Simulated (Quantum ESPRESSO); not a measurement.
# Zone-centre optical modes of zinc-blende BAs under uniaxial [001] strain: shift and splitting in LDA linear response

Boron and arsenic differ little in electronegativity, so the bonds of BAs are nearly covalent, and the light boron atom carries most of the optical vibration. The crystal conducts heat exceptionally well and is considered for cooling electronic devices, where mismatch with neighbouring layers leaves it strained. A Raman line can report that strain once its shift per per cent is known. The zone-centre optical modes are calculated here in LDA for cells stretched or compressed along the cube axis z, with the x and y edges held. Shifts are counted from the unstrained crystal, and the splitting is the singlet, polarised along z, minus the doublet, polarised in the x-y plane.

## Calculations

One crystal, BAs (zinc-blende) (known phase), relaxed once; z is the cube axis [001]. The cell was stretched along z with the other edges held. Forces on the atoms are under 0.01 eV/Å in every row. Program: Quantum ESPRESSO 7.5, plane waves, LDA, PseudoDojo norm-conserving potentials, scalar-relativistic, no spin-orbit coupling, no spin; linear response. Plane-wave runs: cutoff 1197 eV; k meshes with a least product of divisions and cell-vector length from 39 to 41 Å; fixed occupations. The tabled runs alone: cutoff 1197 eV, k length 40 Å, k mesh 12×12×12.

Notes on method and selection:

- Harmonic values at the static lattice; measured values carry thermal expansion and anharmonic shifts at their temperature.
- For a cubic two-atom crystal the shifts follow the phonon deformation potentials p and q: singlet Δω = [p·ε_zz + q·(ε_xx + ε_yy)]/(2ω₀), doublet Δω = [p·ε_xx + q·(ε_yy + ε_zz)]/(2ω₀).
- In a polar crystal the macroscopic field, left out here, lifts whichever component is longitudinal for the scattering geometry, at rest by 4.2 cm⁻¹.
- Runs that did not converge, have known faults or may not be shown are not listed, and runs on Ansatz's PAW sets soft_1 and soft_2 are kept to separate tables.

Columns:

- uniaxial strain (%): strain along z, the x and y edges held; tension positive.
- stress (GPa): stress along z, tension positive.
- singlet mode (cm⁻¹): zone-centre optical mode, singlet, polarised along z; no LO-TO term, no sum rule.
- doublet mode (cm⁻¹): zone-centre optical mode, doublet, polarised in the x-y plane; no LO-TO term, no sum rule.
- splitting (cm⁻¹): singlet minus doublet.

Input lines of one member:

```
phonons
&INPUTPH
  prefix = 'x'
  outdir = './tmp'
  fildyn = 's.dyn'
  tr2_ph = 1.0d-18
/
0.000000000000 0.000000000000 0.000000000000
```

Command (options for logging and memory left out): `OMP_NUM_THREADS=1 mpirun -n 4 ph.x -nk 4 -in ph.in > ph.out`

## Results

| member | uniaxial strain (%) | stress (GPa) | singlet mode (cm⁻¹) | doublet mode (cm⁻¹) | splitting (cm⁻¹) |
| --- | --- | --- | --- | --- | --- |
| −1.0 % | −1.0 | −2.92 | 707.78 | 707.58 | 0.20 |
| −0.5 % | −0.5 | ? | ? | ? | ? |
| +0.0 % | 0.0 | 0.01 | 700.59 | 700.59 | 0.00 |
| +0.5 % | 0.5 | 1.45 | 696.91 | 697.12 | −0.21 |
| +1.0 % | 1.0 | 2.87 | 693.15 | 693.66 | −0.51 |

Cells marked ? are withheld until the estimate has been made.

Least-squares fits to the members shown, with x = uniaxial strain (%); R² and errors in the fitted variable (y, or ln y where the fit is in ln y):

| y | members | fit | R² | rms residual | leave-one-out rms | the same for the mean of the others |
| --- | --- | --- | --- | --- | --- | --- |
| singlet mode (cm⁻¹) | 4 | y = 700.52 − 7.3046 x | 1.00 | 0.057 | 0.17 | 7.2 |
| doublet mode (cm⁻¹) | 4 | y = 700.608 − 6.96171 x | 1.00 | 0.013 | 0.038 | 6.9 |

## Mechanism

Both modes soften under tension and stiffen under compression. Between −1.0 % and +1.0 % the singlet moves by (693.15 − 707.78) / 2.0 = −7.32 cm⁻¹ per per cent and the doublet by (693.66 − 707.58) / 2.0 = −6.96 cm⁻¹ per per cent. The splitting changes by only (−0.51 − 0.20) / 2.0 = −0.36 cm⁻¹ per per cent.

The common shift comes from bond length. All four bonds of an atom make the same angle with z, so a strain ε lengthens each by the same fraction, ε/3, and longer bonds have weaker force constants. Since the other edges are held, 1 % of strain is also 1 % of volume. The average softening over the three modes is (7.32 + 2 × 6.96) / 3 = 7.08 cm⁻¹ per per cent. Divided by 1 % of the unstrained frequency, it gives the Grüneisen parameter, 7.08 / (0.01 × 700.59) = 1.01.

The splitting is less simple. Tension also turns the bonds towards z. With bond-stretching springs alone this would raise the singlet above the doublet by ω₀ε, about 7 cm⁻¹ per per cent. The table has the opposite sign and a far smaller size, so something beyond fixed stretching springs must offset the effect of the turning; bond-bending and longer-ranged forces are the likely candidates, though the table does not separate them. In terms of the deformation potentials, p and q are nearly equal, and p is slightly the more negative.

For strain measurement, a singlet shift of 1 cm⁻¹ corresponds to 1 / 7.32 = 0.14 % of strain at fixed x and y edges. A bar free to contract sideways gains less volume and shifts less. The splitting is a weak gauge: the macroscopic field, left out here, separates longitudinal from transverse modes by 4.2 cm⁻¹ at rest, about eight times the size of the splitting at +1.0 %.

## An estimate before looking

Plain estimates from the members shown:

- −0.5 %, fit at x = −0.5: 704.17 cm⁻¹
- −0.5 %, straight-line interpolation between −1.0 % and +0.0 %: w = (−0.5 − (−1.0)) / (0.0 − (−1.0)) = 0.500, so 707.78 + 0.500 × (700.59 − 707.78) = 704.18 cm⁻¹

The singlet falls slightly faster as tension grows: by 707.78 − 700.59 = 7.19 cm⁻¹ from −1.0 % to 0.0 %, and by 700.59 − 693.15 = 7.44 cm⁻¹ from 0.0 % to +1.0 %. Such a curve lies above its chords, so straight-line interpolation at −0.5 % comes out a little low. The fitted line also ignores the bend. A parabola through the rows at −1.0, 0.0 and +1.0 % includes it.

Its quadratic coefficient is (707.78 + 693.15 − 2 × 700.59) / 2 = −0.125 cm⁻¹ per (per cent)². Halfway along a chord 1 % wide, the parabola stands above the chord by 0.125 / 4 = 0.031 cm⁻¹.

The row at +0.5 % was not used and serves as a trial. The chord there gives (700.59 + 693.15) / 2 = 696.87, and the correction brings it to 696.87 + 0.031 = 696.90 cm⁻¹, against 696.91 in the table. At −0.5 % the same route gives (707.78 + 700.59) / 2 + 0.031 = 704.22 cm⁻¹.

Symmetry fixes both atoms on their sites along this line, so there is no internal displacement and no further shift is called for. The trial missed by about 0.01 cm⁻¹. Because it is a single trial, and the printed rounding enters as well, the standard deviation is set at twice that, 0.02 cm⁻¹.

**Committed estimate, −0.5 %: singlet mode = 704.22 ± 0.02 cm⁻¹.**

## Check

| member | uniaxial strain (%) | stress (GPa) | singlet mode (cm⁻¹) | doublet mode (cm⁻¹) | splitting (cm⁻¹) |
| --- | --- | --- | --- | --- | --- |
| −0.5 % | −0.5 | −1.45 | 704.22 | 704.08 | 0.14 |

| member | estimate | singlet mode (cm⁻¹) | computed | estimate − computed | miss in error bars |
| --- | --- | --- | --- | --- | --- |
| −0.5 % | committed | 704.22 | 704.22 | 0.00 | 0.0 |
| −0.5 % | fit | 704.17 | 704.22 | −0.05 |  |
| −0.5 % | interpolation | 704.18 | 704.22 | −0.04 |  |

The estimate of 704.22 cm⁻¹ agrees with the computed value to the last printed digit, well inside its error bar of 0.02 cm⁻¹. The straight-line interpolation came out 0.04 cm⁻¹ low and the fitted line 0.05 cm⁻¹ low, as expected for a curve that bends downwards.

The argument from curvature therefore held on the compression side as well as in the trial at +0.5 %. The bend belongs mainly to the singlet: the same quadratic coefficient for the doublet is (707.58 + 693.66 − 2 × 700.59) / 2 = 0.03 cm⁻¹ per (per cent)², against −0.125 for the singlet.

The single slope given earlier for the splitting needs a qualification. The splitting changes by 0.20 − 0.14 = 0.06 cm⁻¹ between −1.0 % and −0.5 %, but by 0.51 − 0.21 = 0.30 cm⁻¹ between +0.5 % and +1.0 %, so −0.36 cm⁻¹ per per cent is only an average. The new row supports a smooth response to strain, but it does not test how bond stretching and bond bending share the splitting.

## Outliers

Least-squares fits to the whole series, with x = uniaxial strain (%); R² and errors in the fitted variable (y, or ln y where the fit is in ln y):

| y | members | fit | R² | rms residual | leave-one-out rms | the same for the mean of the others |
| --- | --- | --- | --- | --- | --- | --- |
| singlet mode (cm⁻¹) | 5 | y = 700.53 − 7.3140 x | 1.00 | 0.054 | 0.11 | 6.5 |
| doublet mode (cm⁻¹) | 5 | y = 700.606 − 6.96000 x | 1.00 | 0.012 | 0.024 | 6.2 |

Largest departures from the fit to the whole series:

| member | singlet mode (cm⁻¹) | fit | computed − fit | in rms residuals |
| --- | --- | --- | --- | --- |
| +1.0 % | 693.15 | 693.22 | −0.07 | 1.2 |
| −1.0 % | 707.78 | 707.84 | −0.06 | 1.2 |
| +0.0 % | 700.59 | 700.53 | +0.06 | 1.1 |
| +0.5 % | 696.91 | 696.87 | +0.04 | 0.7 |

No row stands out: the largest departure from the straight line is 0.07 cm⁻¹, or 1.2 rms residuals. The signs do form a pattern, with both end rows below the line and the three inner rows above it. That is the downward bend of the singlet, which a straight line cannot follow, and not a fault of any one row.

## Closing remarks

Between −1 % and +1 % of strain, with the x and y edges held, the singlet shifts by about −7.3 and the doublet by about −7.0 cm⁻¹ per per cent. A straight line predicts a left-out singlet to about 0.11 cm⁻¹; a parabola through the end and middle rows meets the other two within about 0.01 cm⁻¹.

In terms of stress along z, the singlet shifts by (693.15 − 707.78) / (2.87 + 2.92) = −2.53 cm⁻¹ per GPa. This applies to held edges, where sideways stress is also present, and not to a bar pulled with free sides.

Isotopes can outweigh the whole strain range. The frequency goes as one over the square root of the reduced mass of boron and arsenic, so pure boron-10 should vibrate roughly 4 %, or 30 cm⁻¹, above pure boron-11, while the singlet spans 707.78 − 693.15 = 14.63 cm⁻¹ in the table. A strain reading therefore needs an unstrained reference of the same isotopic composition, measured at the same temperature.

[Logs are printed without paths, hosts, clocks, repeated set-up lines and the standing remarks that a program may print on its own settings, such as how far it seeks lower states.]
